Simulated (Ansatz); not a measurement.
SiN2H4ClF (SMILES N[Si](N)(F)Cl): methods side by side

The species is SiN2H4ClF (9 atoms), meant as a singlet with charge 0. SMILES: `N[Si](N)(F)Cl`. Geometry: relaxed at PBE0-D4/def2-TZVP. This is one conformer, not always the lowest.

```xyz
9

N    -1.1034    0.5126   -0.8024
Si    0.4137   -0.0079   -0.2761
N     0.2782   -0.6779    1.2629
F     0.9217   -0.9823   -1.4292
Cl    1.8903    1.4111   -0.1270
H    -1.6558    1.1317   -0.2331
H    -1.2874    0.6345   -1.7845
H    -0.4239   -1.3677    1.4719
H     1.0550   -0.7004    1.9005
```

Each level gives the energy change with the N3–H8 bond stretched from 1.006 to 1.157 Å (eV). The values are calculated.

| level | kind | program | value (eV) |
| --- | --- | --- | --- |
| BLYP/6-31G* (spherical functions) (restricted) | GGA | Ansatz | 0.30 |
| revPBE/6-31G* (spherical functions) (restricted) | GGA | Ansatz | 0.31 |
| r2SCAN/6-31G* (spherical functions) (restricted) | meta-GGA | Ansatz | 0.36 |
| PBE0/6-31G* (spherical functions) (restricted) | global hybrid | Ansatz | 0.38 |
| HSE06/6-31G* (spherical functions) (restricted) | range-separated hybrid | Ansatz | 0.38 |
| wB97M-V/6-31G* (spherical functions) (restricted) | range-separated hybrid | Ansatz | 0.37 |
| wB97X/6-31G* (spherical functions) (restricted) | range-separated hybrid | Ansatz | 0.38 |
| RPA@PBE/6-31G* (spherical functions) (restricted) | RPA | Ansatz | 0.31 |

The first shape isn't each level's own minimum. The values span 0.30 to 0.38 eV.

Stretching the N3–H8 bond costs energy at every level, as expected for a short, strong σ bond: pulling the hydrogen away weakens the overlap between its 1s orbital and the nitrogen hybrid, and with it the electron sharing that holds the bond together. The two GGAs give the softest response, at 0.30 and 0.31 eV, while the hybrids cluster at 0.37 to 0.38 eV, probably because GGAs favour slightly longer N–H bonds, so that part of the stretch runs towards their own minimum.

Exact exchange alone does not order the table. r2SCAN, which has none, reaches 0.36 eV and lies close to the hybrids, whereas RPA@PBE, which includes it in full, falls back to 0.31 eV. The close agreement among the hybrids shows that range separation matters little for this local distortion, but it does not establish their value as the correct one. A single displacement also cannot separate the harmonic stiffness of the bond from its anharmonicity, so the ordering should not be read directly as one of N–H stretching frequencies.
